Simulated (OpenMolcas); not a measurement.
# How methods differ on InNH4 (SMILES [NH2][InH2])

InNH4: 6 atoms, total charge 0, spin state singlet. As SMILES, `[NH2][InH2]`. The coordinates come from a PBE0-D4/def2-TZVP relaxation.

Quantity: the dipole moment, in D. The values are calculated.

| level | kind | program | value (D) |
| --- | --- | --- | --- |
| SVWN5/def2-SVP (core potential) | LDA | OpenMolcas | 1.11 |
| PBE/def2-SVP (core potential) | GGA | OpenMolcas | 1.02 |
| M06-L/def2-SVP (core potential) | meta-GGA | OpenMolcas | 0.73 |
| TPSS/def2-SVP (core potential) | meta-GGA | OpenMolcas | ? |
| r2SCAN/def2-SVP (core potential) | meta-GGA | OpenMolcas | 0.85 |
| BHLYP/def2-SVP (core potential) | global hybrid | OpenMolcas | 0.54 |
| M06-2X/def2-SVP (core potential) | hybrid meta-GGA | OpenMolcas | ? |
| PBE0/def2-SVP (core potential) | global hybrid | OpenMolcas | 0.74 |

(1) Estimate the missing values from the other rows.

## Answers

(1) As computed at these levels: TPSS/def2-SVP (core potential): 0.97 D; M06-2X/def2-SVP (core potential): 0.63 D. The values span 0.54 to 1.11 D. Magnitudes only: a small dipole may point the other way at some levels.

The dipole moment is modest and strongly dependent on the functional. It is largest with SVWN5 and PBE, and falls from 1.02 D in PBE to 0.74 D in PBE0, where a share of exact exchange replaces semilocal exchange. BHLYP gives the smallest value, but the kind of functional does not fix the order: M06-L, without exact exchange, practically coincides with PBE0, and M06-2X lies above BHLYP despite a similarly large exact-exchange share.

The sensitivity follows from the bonding. Nitrogen draws density from the electropositive indium, while the protic hydrogens on nitrogen and the hydridic hydrogens on indium both contribute moments opposing that of the In–N bond. Donation of the nitrogen lone pair into the formally empty indium p orbital also counteracts the bond's polarity. The total is thus a difference between larger terms, and the functionals probably differ in how they balance In–N polarity against this back-donation. Without a correlated wavefunction or experimental reference, the spread does not show which functional is most accurate.
